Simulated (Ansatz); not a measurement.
**A ladder of methods for GeH2 (SMILES [H][Ge][H])**

GeH2 has 3 atoms, charge 0, and is taken as a singlet. SMILES: `[H][Ge][H]`. Geometry: a GFN2-xTB relaxation, a rough one for these elements and not checked as a minimum.

```xyz
3

Ge    0.0046   -0.0091   -0.7810
H     1.0988   -0.0178    0.3984
H    -1.1034    0.0269    0.3826
```

Each level gives the energy change with the Ge1–H3 bond stretched from 1.607 to 2.411 Å (eV). The values are calculated.

| level | kind | program | value (eV) | less FCI/STO-3G | CPU time (all runs) |
| --- | --- | --- | --- | --- | --- |
| HF/STO-3G (restricted) | Hartree–Fock | Ansatz | 3.96 | +1.29 | 0.18 s |
| SVWN5/STO-3G (restricted) | LDA | Ansatz | 3.13 | +0.46 | 2.2 s |
| PBE/STO-3G (restricted) | GGA | Ansatz | 3.00 | +0.33 | 3.8 s |
| r2SCAN/STO-3G (restricted) | meta-GGA | Ansatz | 3.20 | +0.53 | 8.8 s |
| PBE0/STO-3G (restricted) | global hybrid | Ansatz | 3.30 | +0.63 | 1.5 s |
| wB97X/STO-3G (restricted) | range-separated hybrid | Ansatz | 3.58 | +0.91 | 17 s |
| B2PLYP/STO-3G (restricted) | double hybrid | Ansatz | 3.23 | +0.56 | 2 s |
| MP2/STO-3G (restricted) | perturbation theory | Ansatz | 3.30 | +0.63 | 0.25 s |
| CCSD(T)/STO-3G (restricted) | coupled cluster or CI | Ansatz | 2.67 | 0.00 | 0.41 s |
| FCI/STO-3G | exact in the basis | Ansatz | 2.67 | 0.00 | 0.78 s |

FCI/STO-3G is exact within its basis and frozen core, so for wave-function methods in that basis the difference is their error; functionals converge differently with the basis, so for them it is only a difference. Spin-restricted single references rise too steeply as a bond breaks, Hartree–Fock most of all. Perturbation and coupled-cluster corrections on them can overshoot downwards. All-electron rows without a relativistic Hamiltonian named are non-relativistic. The first shape isn't each level's own minimum. The values span 2.67 to 3.96 eV. All rows use very small basis sets, so even the best lies far from the true value. In the correlated wave-function rows the outer d shell of Ge is correlated, in sets not made for it. Times are those of the runs behind each value, whatever else they computed, on shared processors of several kinds: orders of magnitude only.

Electron correlation lowers the cost of stretching the Ge–H bond substantially, from 3.96 eV in Hartree–Fock to 2.67 eV in FCI. As the σ and σ* orbitals approach in energy, a single closed-shell determinant keeps too much ionic character, while the σ² → σ*² double excitation restores the left–right separation of the bonding pair. MP2 recovers only about half of this correction. CCSD(T) matches FCI to the printed precision, probably because essentially one electron pair is being uncoupled and the coupled-cluster doubles treat it to infinite order.

Among the functionals, going from PBE to PBE0 raises the energy from 3.00 to 3.30 eV, and wB97X lies higher still. This fits the localised semilocal exchange hole, which mimics some left–right correlation that exact exchange lacks. B2PLYP breaks a simple ordering by exact-exchange content, probably because its perturbative correlation offsets part of the rise. One stretched geometry doesn't establish a dissociation energy, or that CCSD(T) stays this close to FCI at larger separations.
